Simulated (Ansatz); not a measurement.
CaBPd3: pressure and energy above lowest point against volume scale

Results calculated with Ansatz 0.2.0, not measured. Free energy against uniform scaling of the volume at fixed shape and fractions; periodic cell, basis, potentials, k mesh and filling as listed.

The cell before it is scaled or strained (space group Pm-3m, No. 221):
```
CELL_PARAMETERS angstrom
4.27840 0.00000 0.00000
0.00000 4.27840 0.00000
0.00000 0.00000 4.27840
ATOMIC_POSITIONS crystal
Ca 0.50000 0.50000 0.50000
B 0.00000 0.00000 0.00000
Pd 0.50000 0.00000 0.00000
Pd 0.00000 0.50000 0.00000
Pd 0.00000 0.00000 0.50000
```

Settings of every row: functional LDA; dispersion none; potentials PAW; wave cutoff 476.2 eV; density cutoff 1904.8 eV; k mesh 6x6x6; k shift 0x0x0; occupations fermi dirac; smearing width 0.1 eV; spin none.

Limits: coarse k mesh, up to 40 meV an atom off; the cell comes from a prototype or a list of computed structures and needn't be the stable phase.

```csv
row,volume scale,V (Å³/atom),pressure (GPa),energy above lowest point (meV/atom)
1,0.92,14.41,4.22,4.8
2,0.9467,14.828,-0.39,0
3,0.9733,15.245,-4.32,6.3
4,1,15.663,-7.66,22
5,1.0267,16.081,?,?
6,1.0533,16.498,-12.91,76.4
7,1.08,16.916,-14.95,112.8
```

Question: what pressure and energy above lowest point should row 5 give?

Worked fit of pressure. Take u = (V_r/V)^(2/3) − 1 with V_r = 15.454 Å³ an atom, which is twice the finite (Eulerian) strain; such expansions in the strain, on which the Birch-Murnaghan equation of state is built, carry the rest volume and the bulk modulus. The shown rows have u = 0.04773, 0.02795, 0.00912, -0.00892, -0.04264, -0.05848. Least squares give pressure = −6.056 + 185.38 × u + 601.3 × u² + 546 × u³ GPa; a parabola predicts inner rows, each left out in turn, worse (root mean square 0.026 against 0.0061 GPa). The rows lie off it by 0.00, 0.00, -0.01, 0.00, 0.00, 0.00. The pressure vanishes at u = 0.0297, or V = 14.79 Å³ an atom, and there the bulk modulus at fixed shape and fractions is B = −V dP/dV = (2/3)(1 + u) dP/du = 153 GPa. The withheld row has u = -0.02617, so the fit gives −6.056 + 185.38 × (-0.02617) + 601.3 × (-0.02617)² + 546 × (-0.02617)³ = -10.51 GPa.

The calculation gave -10.5 GPa. The fit lies 0.01 GPa (0.052 % of the column's range) below it, one unit of the last digit.

Worked fit of energy above lowest point. Take u = (V_r/V)^(2/3) − 1 with V_r = 15.454 Å³ an atom, which is twice the finite (Eulerian) strain; such expansions in the strain, on which the Birch-Murnaghan equation of state is built, carry the rest volume and the bulk modulus. The shown rows have u = 0.04773, 0.02795, 0.00912, -0.00892, -0.04264, -0.05848. Least squares give energy above lowest point = 13.07 − 876.7 × u + 14487 × u² + 5337 × u³ meV/atom; a parabola predicts inner rows, each left out in turn, worse (root mean square 0.23 against 0.055 meV/atom). All shown rows lie on it to the printed digit. Its lowest point lies at u = 0.0298, or V = 14.79 Å³ an atom, and the curvature there gives the bulk modulus at fixed shape and fractions, B = (4/9)(1 + u)² E″(u)/V = 153 GPa. The withheld row has u = -0.02617, so the fit gives 13.07 − 876.7 × (-0.02617) + 14487 × (-0.02617)² + 5337 × (-0.02617)³ = 45.8 meV/atom.

The calculation gave 45.8 meV/atom. The fit meets it to the printed digit.
